The exciton size is the root-mean-square distance between the electron that light has promoted and the hole it has left behind. It was computed here for the lowest singlet states of 4-fluoroaniline, a benzene ring with an amine group at one end and fluorine at the other. The distance comes from the transition amplitudes of a linear-response calculation with a range-separated hybrid functional, at the fixed geometry of the ground state. It averages over all the places where the two particles may be found.

The six states fall into two groups. States 1, 3 and 6 have sizes of 2.89 to 3.03 Å, while states 2, 4 and 5 reach 3.46 to 3.69 Å. The tempting explanation is charge transfer: in the large states the electron has moved from one part of the molecule to another. A second holds that higher excitations reach looser orbitals, so that size follows energy. A third holds that the electron cloud spreads out, whether or not its centre moves.

The six lowest vertical singlet excitations of 4-fluoroaniline in the gas phase, computed with PySCF 2.14.0 at the CAM-B3LYP/def2-TZVP level in the Tamm-Dancoff approximation, with density fitting and a frozen core in the response. The geometry is from PBE0-D3(BJ)/def2-SVP. The last two columns give the orbital pair with the largest weight in each state.

| row | singlet energy (eV) | singlet oscillator strength | singlet exciton size (Å) | singlet orbital overlap lambda | singlet main from | singlet main to |
| --- | --- | --- | --- | --- | --- | --- |
| 1 | 4.830 | 0.070 | 2.890 | 0.640 | HOMO | LUMO |
| 2 | 5.710 | 0.041 | 3.460 | 0.650 | HOMO | LUMO+1 |
| 3 | 6.040 | 0.083 | 2.970 | 0.650 | HOMO | LUMO+2 |
| 4 | 6.760 | 0.001 | 3.610 | 0.290 | HOMO | LUMO+4 |
| 5 | 6.820 | 0.003 | 3.690 | 0.370 | HOMO | LUMO+3 |
| 6 | 7.330 | 0.252 | 3.030 | 0.550 | HOMO-1 | LUMO+1 |

## State 1: a shift that hardly counts

The first state takes an electron mainly from the highest occupied orbital (HOMO) to the lowest empty one (LUMO), both of them π orbitals of the ring, the first with a good share on nitrogen. A chemist might well look for charge transfer here, because the amine group is an electron donor and the ring can accept. The expected shift is there: the centre of the electron lies 0.49 Å from that of the hole, on the side away from the amine. Yet this is the smallest of the six excitons.

The reason is that both particles roam over the whole ring. Each has a width, meaning a root-mean-square distance from its own centre, of about 2 Å. Two independent clouds of that width with the same centre would already give a typical distance of $\sqrt{2^2+2^2}\approx 2.8$ Å. Most of the exciton size in state 1 is therefore simply the size of the ring.

The same reasoning gives a formula. The vector from hole to electron is its mean value plus the fluctuations of the two positions, and its mean square is the square of the mean plus the variance of the difference:

$$
d_\mathrm{exc}^2 = d^2+\sigma_h^2+\sigma_e^2-2c\,\sigma_h\sigma_e .
$$

Here $d_\mathrm{exc}$ is the exciton size, $d$ the separation of the two centres, and $\sigma_h$ and $\sigma_e$ the widths of hole and electron. The coefficient $c$ is positive when the electron tends to be on the same side of the molecule as the hole. This is an identity, so its agreement with the computed sizes supports no explanation over another. Its use is to show which part changes from state to state.

The squares explain why the shift in state 1 is so hard to see. Half an ångström of separation adds about 0.24 Å² to a total of about 8.4 Å². A shift becomes visible in the exciton size only when it is comparable with the widths of the clouds.

## States 2 and 3: the same orbitals, different places

In state 2 the size jumps to 3.46 Å and the separation to 1.57 Å, which looks like a clear case for charge transfer. The direction of the shift spoils the usual reading. The electron moves towards the amine end, away from the ring that was supposed to accept it. About 65 % of it sits on the amine group, mostly on the two hydrogens.

Such an electron occupies an orbital with N–H σ* character that resembles a 3s Rydberg orbital, a cloud that hangs on the outside of the N–H bonds. An orbital of this kind is both off-centre and wide. The numbers bear this out, since the larger separation and the larger electron width each add about 2.2 Å² to the squared size. Either change alone would give a size of about 3.25 Å, well short of the computed value. For this one state the charge-transfer explanation is half right about the amount and wrong about the donor and the acceptor.

State 3 returns to the compact group, with a size of 2.97 Å and centres that nearly coincide. Its electron is back on the ring carbons, in a π* cloud that is somewhat wider than that of state 1. The exciton hardly grows, because the electron now tends to stay on the same side as the hole. That correlation takes back about half of what the extra width adds to the squared size.

The orbital labels suggest the opposite assignment. LUMO+1, named for state 2, is mainly a ring π* orbital, and LUMO+2, named for state 3, has its largest weights on the N–H hydrogens. In fact both states are mixtures of the two excitations, which together make up 92 % of state 2 and 76 % of state 3. In one mixture the orbitals reinforce each other at the amine group, and in the other they do so on the ring.

The populations show this interference directly. LUMO+2 by itself has 47 % of its density on the two N–H hydrogens, and it carries only 40 % of state 2. LUMO+1 has much less density there, so adding the two orbitals as separate densities would leave well under half of the electron on these atoms. The computed share is 52 %, and only amplitudes that add before they are squared can account for it.

This also explains why the overlap measure lambda fails to tell the two states apart. Lambda is an average of the spatial overlap of the orbital pairs that take part, and it is 0.65 for both. Because it treats each pair on its own, it sees the same ingredients twice and misses how they combine. The exciton size is taken from the combined amplitudes and does see the difference.

## States 4 and 5: the deciding pair

The next two states come closest to a controlled comparison. From state 4 to state 5 the separation of the centres falls from 1.28 to 0.27 Å. If charge transfer set the size, the exciton should shrink to about the size it has in state 1. Instead it grows slightly, from 3.61 to 3.69 Å, and becomes the largest of the six.

What grows is the electron cloud. Its width is 2.88 Å in state 4 and 3.24 Å in state 5, against 2.00 Å in state 1, while the hole keeps nearly the same width in every state. The largest shares of the electron are assigned to hydrogen atoms, which here mark the rim of the molecule. Both states are best described as Rydberg-like: the electron surrounds the molecular frame, leaning towards the amine end in state 4 and nearly centred in state 5.

State 5 makes a good worked case because the two explanations part company there. Keep everything as in state 1 and replace only the squared electron width:

$$
\sqrt{2.89^2-2.004^2+3.239^2}\ \text{Å}\approx 3.85\ \text{Å}.
$$

The computed size is 3.69 Å, so the estimate is about 4 % too high. Replacing only the separation gives 2.86 Å, which would put state 5 among the compact states. State 1 serves as the starting point, and the size of state 5 was not used to adjust anything. The overshoot arises mainly because electron and hole again favour the same side, which the estimate leaves out.

These two states also have the lowest values of lambda, 0.29 and 0.37, and it is tempting to read low overlap as a sign of charge transfer. State 5 shows that this reading can fail. An electron spread through a large volume has little density in the region of the hole, even when the two centres nearly coincide. Low overlap can therefore arise without displacement, and the separation of the centres is needed to tell the two cases apart.

The basis set matters most in this stretch of the table. It has no diffuse functions, so a Rydberg-like electron is described by functions meant for the valence region. The energies of states 2, 4 and 5 are therefore probably too high and their electron clouds too tight. The order of states 4 and 5, which lie only 0.06 eV apart, should not be relied on. The two states differ clearly in shift and width in this calculation, but the exact values belong to this basis.

## State 6: high in energy and compact

The last state settles the matter of energy. At 7.33 eV it is the highest of the six, yet its size is only 3.03 Å, smaller than that of state 2, which lies more than 1.5 eV below it. State 3 had already broken the pattern in the same way. Energy does not tell how far the electron spreads unless the kind of state is known first. The rank and exact size of state 6 do depend on the basis, however. Diffuse functions would be expected to bring more Rydberg-like states into this energy range, and state 6 could mix with them.

State 6 is a ππ* state built from several excitations within the π system. It is also the brightest, with an oscillator strength (the dimensionless measure of absorption) of 0.252, a value that is approximate in the Tamm-Dancoff treatment used here. A general argument, not tested by these numbers, links its brightness to its energy. When the transition dipoles of several excitations add up, the resulting transition density repels itself, and this pushes the state upwards. The cost is paid in energy while the electron stays on the ring.

## Weighing the explanations

The estimate made for state 5 can be repeated for states 2 to 6, each time starting from state 1 and changing one part. With only the separation changed, the root-mean-square miss is 0.45 Å, about as large as the gap of 0.43 Å between the compact and the large group. With only the electron width changed, it drops to 0.15 Å. Spread is thus the main cause of the pattern, though it falls short by about 0.2 Å for state 2, where the shift counts as much.

A reader who wants to guess the size of another state in a similar small ring, without a strong acceptor group, should ask first where the electron goes. If it stays in the valence π* orbitals of the ring, the ring largely sets the size, and a higher energy alone need not make the exciton large. If it enters an orbital outside the frame, the exciton is large even when that orbital is centred on the molecule. Only then is it worth asking whether the cloud also sits to one side, and which way it has moved.
